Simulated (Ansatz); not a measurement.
A series in volume scale on Pb

Plane-wave DFT, scalar-relativistic PAW made under PBE with cores redone for the functional, no dispersion; the given relaxed cell is scaled uniformly, energy at zero smearing counts from the unscaled cell, pressure at the given Fermi-Dirac smearing is positive in compression. The results are calculated, by Ansatz 0.2.0.

The cell before it is scaled or strained (space group P6_3/mmc, No. 194):
```
Pb
1.0
      3.5366     0.0000     0.0000
     -1.7683     3.0628     0.0000
      0.0000     0.0000    11.4638
Pb
4
Direct
  0.00000 0.00000 1.00000
  0.00000 0.00000 0.50000
  0.33333 0.66667 0.25000
  0.66667 0.33333 0.75000
```

Settings of every row: spin polarised no; functional r2SCAN; wave cutoff 500 eV; smearing width 0.1 eV; k mesh 12x12x3.

Atom starting moment: 0 on all atoms.

Limits: no spin-orbit coupling, which can matter with elements this heavy; the cell comes from a prototype or a list of computed structures and needn't be the stable phase.

```
row  volume scale  V (Å³/atom)  energy change per atom (meV)  pressure (GPa)
  1          0.88       27.318                         79.52            7.74
  2          0.92        28.56                         32.57            4.57
  3          0.96       29.802                          7.53            2.05
  4          1.04       32.285                          6.42           -1.55
  5          1.08       33.527                             ?               ?
  6          1.12       34.769                         50.21           -3.81
```

Question: what energy change per atom and pressure should row 5 give?

Worked fit of energy change per atom. Take u = (V_r/V)^(2/3) − 1 with V_r = 29.802 Å³ an atom, which is twice the finite (Eulerian) strain; such expansions in the strain, on which the Birch-Murnaghan equation of state is built, carry the rest volume and the bulk modulus. The shown rows have u = 0.05974, 0.02879, 0, -0.05195, -0.09766. Least squares give energy change per atom = 7.774 + 576.19 × u + 10374.7 × u² meV; a straight line predicts inner rows, each left out in turn, worse (root mean square 30 against 0.75 meV). The rows lie off it by 0.30, -0.39, -0.24, 0.58, -0.24 (root mean square 0.37 meV). The withheld row has u = -0.07551, so the fit gives 7.774 + 576.19 × (-0.07551) + 10374.7 × (-0.07551)² = 23.42 meV.

The calculation gave 23.93 meV. The fit lies 0.51 meV (2.1 % of the value, 0.7 % of the column's range) below it; its largest miss of a shown row is 0.58 meV.

Worked fit of pressure. Take u = (V_r/V)^(2/3) − 1 with V_r = 29.802 Å³ an atom, which is twice the finite (Eulerian) strain; such expansions in the strain, on which the Birch-Murnaghan equation of state is built, carry the rest volume and the bulk modulus. The shown rows have u = 0.05974, 0.02879, 0, -0.05195, -0.09766. Least squares give pressure = 2.061 + 81.58 × u + 221.1 × u² GPa; a straight line predicts inner rows, each left out in turn, worse (root mean square 0.63 against 0.04 GPa). The rows lie off it by 0.02, -0.02, -0.01, 0.03, -0.01. The pressure vanishes at u = -0.0273, or V = 31.06 Å³ an atom, and there the bulk modulus at fixed shape and fractions is B = −V dP/dV = (2/3)(1 + u) dP/du = 45.1 GPa. Letting shape and atoms relax would as a rule lower it, by much in layered, chain or molecular crystals. The withheld row has u = -0.07551, so the fit gives 2.061 + 81.58 × (-0.07551) + 221.1 × (-0.07551)² = -2.84 GPa.

The calculation gave -2.81 GPa. The fit lies 0.03 GPa (1.1 % of the value, 0.26 % of the column's range) below it; its largest miss of a shown row is 0.03 GPa.
